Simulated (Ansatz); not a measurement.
**Abstraction of H: Ge2H6O + C2H2F → Ge2H5O + C2H3F**

Species: Ge2H6O `[GeH3][O][GeH3]`, singlet; C2H2F `C=[C]F`, doublet; Ge2H5O `[GeH2][O][GeH3]`, doublet; C2H3F `C=CF`, singlet. A radical takes H: the energy is the difference in strength between the Ge–H bond broken and the C–H bond made.

Shapes, held fixed at every level: PBE0-D4/def2-TZVP. Flexible molecules stand in one conformer, not always the lowest. Programs: Ansatz 0.2.0. The zero-point and thermal change to 298 K, harmonic and unscaled (PBE0-D4/def2-TZVP), is +9.9 kJ/mol.

```csv
level,kind,ΔH(298 K) (kJ/mol)
HF/def2-TZVPP,Hartree–Fock,-84.3
SPW92/def2-TZVPP,LDA,-126.7
r2SCAN-D4/def2-TZVPP,meta-GGA,-108.1
r2SCAN0-D4/def2-TZVPP,global hybrid,-107.1
wB97M-V/def2-TZVPP,range-separated hybrid,-123.4
wB97X-V/def2-TZVPP,range-separated hybrid,-112.1
B2PLYP/def2-TZVPP,double hybrid,-117.6
```

B2PLYP/def2-TZVPP gives ΔH(298 K) = -117.6 kJ/mol; the levels span -126.7 to -84.3. The median of the levels is -112.1. No measured value is set beside it here. Spin contamination: C2H2F (⟨S²⟩ up to 0.93). Open shells run unrestricted. Relativity is left out for Ge. Outer-core shells of Ge are correlated, in sets that cover them unevenly.

Every level makes hydrogen transfer from germanium to carbon clearly exothermic, so the C–H bond formed is stronger than the Ge–H bond broken. Carbon's compact valence orbitals overlap well with hydrogen 1s, whereas the more diffuse 4s and 4p orbitals of germanium bind it less strongly. The fluorovinyl radical adds to the driving force: its unpaired electron sits largely in an s-rich σ hybrid at carbon, with little π delocalisation to stabilise it before the bond forms.

The direction of the reaction is therefore secure, but its exact enthalpy is less so. Hartree–Fock gives the weakest driving force, probably because spin polarisation of the C=C π bond favours the radical over closed-shell fluoroethene, whose π correlation is missing. Exact exchange alone does not explain the spread among the functionals, since r2SCAN-D4 and r2SCAN0-D4 nearly coincide at -108.1 and -107.1 kJ/mol while the two range-separated hybrids lie further apart. The exothermicity does not establish a low barrier or fast abstraction.
